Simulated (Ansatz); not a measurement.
Sb: pressure and energy change per atom as volume scale varies

Results calculated with Ansatz 0.2.0, not measured. Plane-wave DFT, scalar-relativistic PAW made under PBE with cores redone for the functional, no dispersion; the given relaxed cell is scaled uniformly, energy at zero smearing counts from the unscaled cell, pressure at the given Fermi-Dirac smearing is positive in compression.

The cell before it is scaled or strained (space group R-3m, No. 166):
```
cell vectors (Å)
   2.1998     1.2700     3.9825
  -2.1998     1.2700     3.9825
   0.0000    -2.5401     3.9825
atoms (fractions of the cell vectors)
Sb  0.23034  0.23034  0.23034
Sb  0.76966  0.76966  0.76966
```

Settings of every row: spin polarised no; functional RPBE; wave cutoff 420 eV; smearing width 0.1 eV; k mesh 14x14x14.

Atom starting moment: 0 on all atoms.

Limits: bonds stretch with the cell, so the curve is stiffer than the relaxed crystal.

| row | volume scale | V (Å³/atom) | pressure (GPa) | energy change per atom (meV) |
| --- | --- | --- | --- | --- |
| 1 | 0.88 | 29.374 | 7.57 | 84.71 |
| 2 | 0.92 | 30.709 | 4.48 | 34.87 |
| 3 | 0.96 | 32.044 | 2.01 | 8.17 |
| 4 | 1.04 | 34.714 | ? | ? |
| 5 | 1.08 | 36.049 | -2.83 | 25.21 |
| 6 | 1.12 | 37.385 | -3.85 | 53.26 |

Question: what pressure and energy change per atom should row 4 give?

Worked fit of pressure. Take u = (V_r/V)^(2/3) − 1 with V_r = 32.044 Å³ an atom, which is twice the finite (Eulerian) strain; such expansions in the strain, on which the Birch-Murnaghan equation of state is built, carry the rest volume and the bulk modulus. The shown rows have u = 0.05972, 0.02878, 0, -0.07551, -0.09767. Least squares give pressure = 2.012 + 80.33 × u + 210 × u² GPa; a straight line predicts inner rows, each left out in turn, worse (root mean square 0.55 against 0.031 GPa). The rows lie off it by 0.01, -0.02, 0.00, 0.03, -0.02. The pressure vanishes at u = -0.0269, or V = 33.38 Å³ an atom, and there the bulk modulus at fixed shape and fractions is B = −V dP/dV = (2/3)(1 + u) dP/du = 44.8 GPa. Letting shape and atoms relax would as a rule lower it, by much in layered, chain or molecular crystals. The withheld row has u = -0.05196, so the fit gives 2.012 + 80.33 × (-0.05196) + 210 × (-0.05196)² = -1.59 GPa.

The calculation gave -1.56 GPa. The fit lies 0.03 GPa (1.9 % of the value, 0.26 % of the column's range) below it; its largest miss of a shown row is 0.03 GPa.

Worked fit of energy change per atom. Take u = (V_r/V)^(2/3) − 1 with V_r = 32.044 Å³ an atom, which is twice the finite (Eulerian) strain; such expansions in the strain, on which the Birch-Murnaghan equation of state is built, carry the rest volume and the bulk modulus. The shown rows have u = 0.05972, 0.02878, 0, -0.07551, -0.09767. Least squares give energy change per atom = 8.221 + 616.72 × u + 11068.5 × u² meV; a straight line predicts inner rows, each left out in turn, worse (root mean square 29 against 0.51 meV). The rows lie off it by 0.18, -0.27, -0.05, 0.45, -0.31 (root mean square 0.29 meV). The withheld row has u = -0.05196, so the fit gives 8.221 + 616.72 × (-0.05196) + 11068.5 × (-0.05196)² = 6.06 meV.

The calculation gave 6.67 meV. The fit lies 0.61 meV (9.1 % of the value, 0.78 % of the column's range) below it; its largest miss of a shown row is 0.45 meV.
